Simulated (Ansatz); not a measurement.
# BiN: energy above given cell and pressure against volume ratio

Results calculated with Ansatz 0.2.0, not measured. Plane-wave density functional theory, PAW datasets, Gaussian smearing 0.05 eV: equation of state, the given cell scaled in volume with shape and atoms relaxed at each volume.

The cell before it is scaled or strained (space group P6_3/mmc, No. 194):
```
BiN
1.0
      3.4893     0.0000     0.0000
     -1.7446     3.0218     0.0000
      0.0000     0.0000     6.3512
Bi N
2 2
Direct
  0.00000 0.00000 0.00000
  0.00000 0.00000 0.50000
  0.33330 0.66670 0.25000
  0.66670 0.33330 0.75000
```

Settings of every row: paw set soft_2; functional PBEsol; spin treatment none; moment partition spheres; spin axis none; wave cutoff 420 eV; k mesh 10x10x6; symmetry use detected.

Atom hubbard u: 0 on all atoms.

Limits: no spin-orbit coupling, which can matter with elements this heavy; the cell comes from a prototype or a list of computed structures and needn't be the stable phase.

```
row  volume ratio  V (Å³/atom)  energy above given cell (meV per atom)  pressure (GPa)
  1          0.96       16.072                                   10.74           5.318
  2          0.98       16.407                                       ?               ?
  3             1       16.742                                       0           0.008
  4          1.02       17.077                                    2.46          -2.332
  5          1.04       17.411                                    9.54          -4.429
```

Question: what energy above given cell and pressure should row 2 give?

Worked fit of energy above given cell. Take u = (V_r/V)^(2/3) − 1 with V_r = 16.91 Å³ an atom, which is twice the finite (Eulerian) strain; such expansions in the strain, on which the Birch-Murnaghan equation of state is built, carry the rest volume and the bulk modulus. The shown rows have u = 0.03446, 0.00668, -0.00653, -0.01928. Least squares give energy above given cell = 0.634 − 190.73 × u + 14047.1 × u² meV per atom; a straight line predicts inner rows, each left out in turn, worse (root mean square 6.2 against 0.037 meV per atom). The rows lie off it by 0.00, 0.01, -0.02, 0.01. Its lowest point lies at u = 0.0068, or V = 16.74 Å³ an atom, and the curvature there gives the bulk modulus with shape and atoms relaxed, B = (4/9)(1 + u)² E″(u)/V = 121 GPa. The withheld row has u = 0.02034, so the fit gives 0.634 − 190.73 × (0.02034) + 14047.1 × (0.02034)² = 2.57 meV per atom.

The calculation gave 2.65 meV per atom. The fit lies 0.08 meV per atom (3 % of the value, 0.74 % of the column's range) below it; its largest miss of a shown row is 0.02 meV per atom.

Worked fit of pressure. Take u = (V_r/V)^(2/3) − 1 with V_r = 16.91 Å³ an atom, which is twice the finite (Eulerian) strain; such expansions in the strain, on which the Birch-Murnaghan equation of state is built, carry the rest volume and the bulk modulus. The shown rows have u = 0.03446, 0.00668, -0.00653, -0.01928. Least squares give pressure = −1.1905 + 175.628 × u + 385.33 × u² GPa; a straight line predicts inner rows, each left out in turn, worse (root mean square 0.17 against 0.023 GPa). The rows lie off it by -0.001, 0.008, -0.011, 0.004 (root mean square 0.0071 GPa). The pressure vanishes at u = 0.0067, or V = 16.74 Å³ an atom, and there the bulk modulus with shape and atoms relaxed is B = −V dP/dV = (2/3)(1 + u) dP/du = 121 GPa. The withheld row has u = 0.02034, so the fit gives −1.1905 + 175.628 × (0.02034) + 385.33 × (0.02034)² = 2.541 GPa.

The calculation gave 2.54 GPa. The fit lies 0.001 GPa (0.01 % of the column's range) above it, one unit of the last digit.
